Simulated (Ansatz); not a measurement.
**GeH5OPSi: structure from calculated spectroscopic constants**

These gas-phase data were calculated for one isomer of GeH5OPSi at PBE0-D3(BJ)/pcseg-1 (harmonic, unscaled wavenumbers; equilibrium rotational constants with average atomic masses):

- rotational constants: 6.61, 1.593, 1.484 GHz
- all wavenumbers above 1500 cm⁻¹: 2444, 2420, 2264, 2249, 2133

Candidates:

(1) `[OH][Ge@@H]1[SiH2][PH]1`, a singlet
(2) `[PH2][Ge@@H]1[O][SiH2]1`, a singlet

Q: Which structure fits?

A: Candidate (2). No mode falls between 3300 and 4000 cm⁻¹, where the O–H stretch of (1) would stand.

The same quantities for all candidates:

|  | rotational constants (GHz) | wavenumbers above 1500 cm⁻¹ | E above the lowest, PBE0-D3(BJ)/pcseg-1 (kcal/mol) |
| --- | --- | --- | --- |
| (1) | 4.28, 2.05, 1.676 | 3865, 2406, 2278, 2252, 2206 | 0.7 |
| (2) | 6.61, 1.593, 1.484 | 2444, 2420, 2264, 2249, 2133 | 0.0 |

Each candidate is one conformer. Programs: Ansatz 0.2.0.

The five high-wavenumber modes match the five X–H bonds of the phosphanyl-substituted ring. By the usual ordering of these stretches, the upper pair probably belongs to PH2, the middle pair to SiH2 and the lowest to Ge–H. The rotational constants support the same choice independently. With light oxygen in the ring and phosphorus outside it, the heavy atoms lie closer to one axis, giving a large first constant and two similar smaller ones. Closing the ring through Ge, Si and P instead spreads the mass over a plane and makes the rotor more asymmetric.

The energies add little to the identification, as a gap of 0.7 kcal/mol is too small for a secure ordering. In bond terms, the isomers exchange O–H and Si–P for Si–O and P–H. The strength of the Si–O bond is probably offset largely by the loss of O–H and by strain at the ring oxygen. Neither the constants nor the wavenumbers can fix the handedness at germanium, since mirror images share both.
